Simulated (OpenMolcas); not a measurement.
## How methods differ on SiH4O (Si(OH)H3)

SiH4O has 6 atoms, charge 0, and is taken as a singlet. SMILES: `[H][Si]([H])([H])O`. Geometry: relaxed at GFN2-xTB.

```xyz
6

Si   -0.0599   -0.1150   -0.4079
O    -0.0595   -0.0919    1.2171
H     0.3273    0.6209    1.7173
H     1.3132   -0.1128   -0.9169
H    -0.7604    1.0584   -0.9332
H    -0.7606   -1.3597   -0.6764
```

Quantity: the energy change with the O2–H3 bond stretched from 0.953 to 1.191 Å, in eV. The values are calculated.

```json
{"level": "HF/STO-3G (restricted)", "kind": "Hartree–Fock", "program": "OpenMolcas", "value (eV)": "1.02", "less FCI/STO-3G": "+0.51"}
{"level": "B3LYP/STO-3G (restricted)", "kind": "global hybrid", "program": "OpenMolcas", "value (eV)": "0.54", "less FCI/STO-3G": "+0.03"}
{"level": "M06-2X/STO-3G (restricted)", "kind": "hybrid meta-GGA", "program": "OpenMolcas", "value (eV)": "0.66", "less FCI/STO-3G": "+0.15"}
{"level": "B2PLYP/STO-3G (restricted)", "kind": "double hybrid", "program": "OpenMolcas", "value (eV)": "0.62", "less FCI/STO-3G": "+0.11"}
{"level": "MP2/STO-3G (restricted)", "kind": "perturbation theory", "program": "OpenMolcas", "value (eV)": "0.68", "less FCI/STO-3G": "+0.17"}
{"level": "ACPF/STO-3G (restricted)", "kind": "coupled cluster or CI", "program": "OpenMolcas", "value (eV)": "0.49", "less FCI/STO-3G": "-0.02"}
{"level": "CISD/STO-3G (restricted)", "kind": "coupled cluster or CI", "program": "OpenMolcas", "value (eV)": "0.57", "less FCI/STO-3G": "+0.06"}
{"level": "FCI/STO-3G", "kind": "exact in the basis", "program": "OpenMolcas", "value (eV)": "0.51", "less FCI/STO-3G": "0.00"}
```

FCI/STO-3G is exact within its basis and frozen core, so for wave-function methods in that basis the difference is their error; functionals converge differently with the basis, so for them it is only a difference. The first shape isn't each level's own minimum. The values span 0.49 to 1.02 eV. All rows use very small basis sets, so even the best lies far from the true value.

Every level except ACPF makes the O–H stretch costlier than FCI does, and restricted Hartree–Fock stands far apart, at 1.02 eV against 0.51 eV. As the bond lengthens, the σ and σ* orbitals draw closer and the doubly excited σ*² configuration gains weight. A single closed-shell determinant cannot include it and keeps too much ionic character, so its energy climbs too steeply.

MP2 recovers most of this growing correlation but still leaves +0.17 eV, as second order captures the σ–σ* mixing only in part. CISD treats the double excitations variationally and comes closer. Its remaining error probably reflects the missing higher excitations, chiefly simultaneous pair excitations, which ACPF accounts for approximately, with a slight overshoot.

The low FCI cost itself probably owes something to the minimal basis, which tends to favour overlong O–H bonds, so that part of the stretch relieves compression. The ordering applies to a moderate stretch and doesn't establish how these methods behave towards dissociation, where restricted references deteriorate further.
